The strain here changes both in-plane edges of a PtSe2 sheet by the same percentage, while the atoms settle anew and the vacuum keeps its height. Negative values squeeze the sheet, positive values stretch it, and every change is counted from the unstrained sheet.

1T-PtSe2 monolayer with both in-plane edges strained equally and the atoms relaxed at each strain; changes are relative to the unstrained sheet (edges 3.703 Å). Computed with Ansatz 0.2.0 using r2SCAN, plane-wave PAW, a 500 eV cutoff and a 12×12×1 k mesh, without spin polarisation. Gaps are the smallest found on the mesh and at a few added k points.

| strain (%) | band gap (eV) | band gap change (eV) | least direct gap change (eV) | energy rise per atom (meV) |
| --- | --- | --- | --- | --- |
| -4 | 1.236 | -0.357 | -0.245 | 42.9 |
| -3 | 1.367 | -0.226 | -0.172 | 23.9 |
| -2 | 1.493 | -0.100 | -0.108 | 10.5 |
| -1 | 1.552 | -0.041 | -0.050 | 2.6 |
| 1 | 1.599 | 0.006 | -0.101 | 2.6 |
| 2 | 1.519 | -0.075 | -0.204 | 10.1 |
| 3 | 1.430 | -0.163 | -0.313 | 22.4 |
| 4 | 1.338 | -0.255 | -0.415 | 39.2 |

**1. First and last rows: which does more, squeezing or stretching?**

At 4 % squeezing does more to both the energy and the band gap. It costs 42.9 meV per atom against 39.2 meV, as expected when bonds stiffen on being pushed together and soften on being pulled apart. It also takes more off the gap, 0.357 eV against 0.255 eV. The least direct gap does the opposite: it loses more under stretching, 0.415 eV against 0.245 eV. The energy follows almost a parabola, since the unstrained sheet lies at its minimum. The gap depends on only two states, the highest filled and the lowest empty one, and these can be replaced by others as the strain changes.

**2. From -4 to -2 %: why does the gap open as the squeeze is released?**

In these rows the highest filled state lies close to Γ, the centre of the Brillouin zone, and the lowest empty one on the line from Γ to K. Between -4 and -3 % their distance grows by 0.131 eV per percent. A likely reason, not tested by these runs, is that squeezing strengthens the overlap between neighbouring atoms and so broadens the bands, which brings their edges closer together. Releasing the squeeze narrows the bands again. How strongly a given state responds depends on its wave vector, because this fixes the phases with which the neighbours' orbitals combine.

**3. From -2 to -1 %: why does the gain slow down?**

Another conduction valley, on the line from Γ to M, has become the lowest. Measured to this valley, the gap grows by only 0.041 eV per percent between -1 % and zero strain. Straight lines drawn for the two valleys cross near -2 %. That position is approximate, because it extends the line through -4 and -3 % beyond its two points. The gap at -2 % is left out of it: the added point for the conduction edge lay in the other valley, so this one was read at a coarse mesh point, and the gap is probably a little under 0.01 eV too large.

The change of slope follows a general rule. The gap is always the smallest distance on offer, so a new pair of states takes over only by undercutting the old one. If each distance changes linearly, every switch on the way from squeezing to stretching must make the slope less positive or more negative.

**4. Around zero: where is the gap largest?**

Between zero and +1 % the valence top also changes place, from near Γ to a point farther out towards K. The largest gap should lie where the two tops are level. For the top near Γ, take the line through -1 % and the unstrained gap of 1.593 eV; for the outer top, take the line fitted to the four stretched rows. With $\varepsilon$ as the strain in percent, they meet where

$$1.593+0.041\,\varepsilon = 1.689-0.087\,\varepsilon ,$$

$$\varepsilon=\frac{0.096}{0.128}\approx 0.75 .$$

The gap there would be about 1.62 eV, slightly above any value in the table. The row at +1 % was part of the fit, so it does not test this estimate independently. The branches also bend: the gap loses 0.080 eV from +1 to +2 % but 0.092 eV from +3 to +4 %, so the last digit of both the position and the height is uncertain.

**5. At +1 %: is the gain of 0.006 eV real?**

It is too small to read. If only the regular mesh of wave vectors is searched, the same gain comes out as 0.024 eV, because the mesh misses the true band edges by different amounts in different rows. The gaps in the table are better than that, but their search adds only one extra point for each band edge, located with PBE rather than r2SCAN, and an error of about 0.01 eV can remain, as at -2 %. The losses at both ends of the table are far larger than this. The gaps themselves are less certain than their changes: r2SCAN usually falls well short of the energy needed to take an electron out of such a sheet and add one elsewhere, and part of that error should cancel between rows. The program also warns of a rough exchange-correlation potential in thin density at -4, -3, -2 and +3 %; the row at +3 % still lies smoothly between its neighbours, so no large error shows there.

**6. From +1 to +4 %: why does stretching close the gap, and does it become direct?**

The same pair of edges now holds throughout, and the gap falls by 0.087 eV per percent. In the usual picture of such a compound, the lowest empty states are antibonding mixtures of Pt d and Se p orbitals. Stretching weakens this mixing, which should lower these states. That alone can't explain why the gap turns from growing to falling, because the same conduction valley still moves away from the valence top near Γ between -1 % and zero strain. The outer valence top makes the difference: it gains roughly 0.1 eV per percent on the top near Γ (the 0.128 of question 4 joins slopes from different strain ranges and is probably somewhat high). The orbital picture is argued from chemistry; the steady fall is computed.

The gap stays indirect, because the valence top lies towards K and the conduction valley on the line from Γ to M. In these rows the least direct gap is found at that valley, so its distance from the band gap tells how far the valence band there lies below its top. This distance shrinks from 0.130 to 0.077 eV, but the gap would become direct only if both edges came to lie at the same wave vector, and no row shows that.

**7. Would a single parabola do as well?**

For reading off a gap, nearly: a parabola through all eight rows has a typical error of 0.013 eV, or 0.022 eV for a row left out of the fit. It does worst at +1 %, close to the valence switch that it smooths away. The positions of the band edges, not the quality of a fit, show that different states are at work. The printed analysis below gives both fits.

**8. What would spin-orbit coupling change?**

These gaps leave it out, and it is known to split Se p states near Γ. Such a splitting pushes one partner up, so a rise of the top there is the expected direction. Suppose, for illustration, that it raised that top by 0.05 eV relative to the outer one; the real shift could well be larger. The crossing would then move by $0.05/0.128\approx0.4$ % strain, or somewhat more since the lines bend, to beyond +1 %, and the top near Γ would still set the gap in that row. A slight stretch would then open the gap, as it does here. A shift the other way, the less likely case, would bring the crossing closer to zero, and beyond about 0.1 eV even the slightest stretch would close the gap. A calculation that includes this coupling and compares the two valence tops would show which case to expect.

Output of the analysis:

```
unstrained gap in eV: 1.593
gap slope from -4 to -3 % in eV per %: 0.131
gap slope from -1 % to zero strain in eV per %: 0.041
fit of band_gap on 4 rows (strain > 0): constant 1.689 +/- 0.0053, coefficient of strain -0.0872 +/- 0.0019; rms 0.00307, worst 2 -0.0039, leave-one-out rms 0.00778
  rows outside the fit (model, value, miss): -4 2.038, 1.236, 0.802; -3 1.951, 1.367, 0.584; -2 1.864, 1.493, 0.371; -1 1.777, 1.552, 0.225
fit of band_gap on 8 rows: constant 1.586 +/- 0.0094, coefficient of strain 0.0116 +/- 0.0021, coefficient of strain**2 -0.01918 +/- 0.001; rms 0.0127, worst 1 -0.021, leave-one-out rms 0.0219
strain where the two valence tops cross in %: 0.7518
gap at that crossing in eV: 1.624
shift of that crossing if the top near Gamma rises by 0.05 eV in % strain: 0.39
strain where the two conduction valleys cross in %: -1.856
gaps compared:
  row  direct less indirect gap (eV)  mesh-only gap less full gap (meV)
   -4                          0.349                               10.2
   -3                          0.291                                8.1
   -2                          0.229                                0.4
   -1                          0.228                                 24
    1                           0.13                               39.6
    2                          0.107                               42.5
    3                          0.087                               32.5
    4                          0.077                               25.7
gap change at +1 % from the mesh alone in eV: 0.0242
extra cost of squeezing over stretching at 4 % in percent: 9.439
squeeze-stretch energy difference, 4 % over 3 %: 2.467
same ratio if the difference grows as strain cubed: 2.37
same ratio if the difference grows linearly: 1.333
sheet stiffness C11 + C12 in N/m: 103.8
```
